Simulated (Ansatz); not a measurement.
## Ligand exchange: AlH(CH3)(SH) + Sn(SH)2 → AlH(SH)2 + Sn(CH3)(SH)

Species: AlH(CH3)(SH), singlet; Sn(SH)2, singlet; AlH(SH)2, singlet; Sn(CH3)(SH), singlet. The partners trade CH3 for SH: Al–CH3 and Sn–SH bonds give way to Al–SH and Sn–CH3.

Shapes, held fixed at every level: PBE0-D4/def2-TZVP. Flexible molecules stand in one conformer, not always the lowest. Programs: Ansatz 0.2.0. The zero-point and thermal change to 298 K, harmonic and unscaled (PBE0-D4/def2-TZVP), is +0.4 kJ/mol.

Problem. Estimate ΔH(298 K) of this reaction.

Solution. The highest level, CCSD(T)/def2-TZVPP, gives ΔH(298 K) = +3.7 kJ/mol; the levels span +3.7 to +13.9. That is about zero within the method's error. The column of differences is taken from that level and isn't an error. No measured value is set beside it here. For atoms past krypton def2 sets carry core potentials with scalar relativity. Correlated rows may include outer-core shells of Sn, which these sets cover unevenly.

```json
{"level": "HF/def2-SVP", "kind": "Hartree–Fock", "ΔH(298 K) (kJ/mol)": "+9.3", "less CCSD(T)/def2-TZVPP": "+5.6"}
{"level": "r2SCAN-D4/def2-TZVPP", "kind": "meta-GGA", "ΔH(298 K) (kJ/mol)": "+13.9", "less CCSD(T)/def2-TZVPP": "+10.2"}
{"level": "wB97M-V/def2-TZVPP", "kind": "range-separated hybrid", "ΔH(298 K) (kJ/mol)": "+10.0", "less CCSD(T)/def2-TZVPP": "+6.3"}
{"level": "wB97X-V/def2-TZVPP", "kind": "range-separated hybrid", "ΔH(298 K) (kJ/mol)": "+8.6", "less CCSD(T)/def2-TZVPP": "+4.9"}
{"level": "B2PLYP/def2-TZVPP", "kind": "double hybrid", "ΔH(298 K) (kJ/mol)": "+12.5", "less CCSD(T)/def2-TZVPP": "+8.8"}
{"level": "MP2/def2-SVP", "kind": "perturbation theory", "ΔH(298 K) (kJ/mol)": "+7.1", "less CCSD(T)/def2-TZVPP": "+3.4"}
{"level": "MP2/def2-TZVPP", "kind": "perturbation theory", "ΔH(298 K) (kJ/mol)": "+4.7", "less CCSD(T)/def2-TZVPP": "+1.0"}
{"level": "CCSD(T)/def2-TZVPP", "kind": "coupled cluster or CI", "ΔH(298 K) (kJ/mol)": "+3.7", "less CCSD(T)/def2-TZVPP": "0.0"}
```

The exchange is close to thermoneutral, with every level placing it slightly on the endothermic side. Two bonds are broken and two of the same kinds are formed, so most of the bond energy cancels. What remains is the difference between aluminium and tin(II) in their preference for thiolate over methyl. Carbon and sulfur have similar electronegativities, so bond polarity gives little drive in either direction. Both metals also have a formally empty p orbital that can accept density from a sulfur lone pair, which methyl cannot supply. The donation gained at aluminium is therefore probably offset by that lost at tin.

Enlarging the basis lowers the MP2 value from +7.1 to +4.7 kJ/mol, a shift that matters against so small a balance. The spread among the functionals probably reflects uneven treatment of correlation in the Al–C, Sn–C and metal–sulfur bonds. The result describes separate monomers; thiolate or methyl bridging in the condensed phase could easily outweigh the preference computed here.
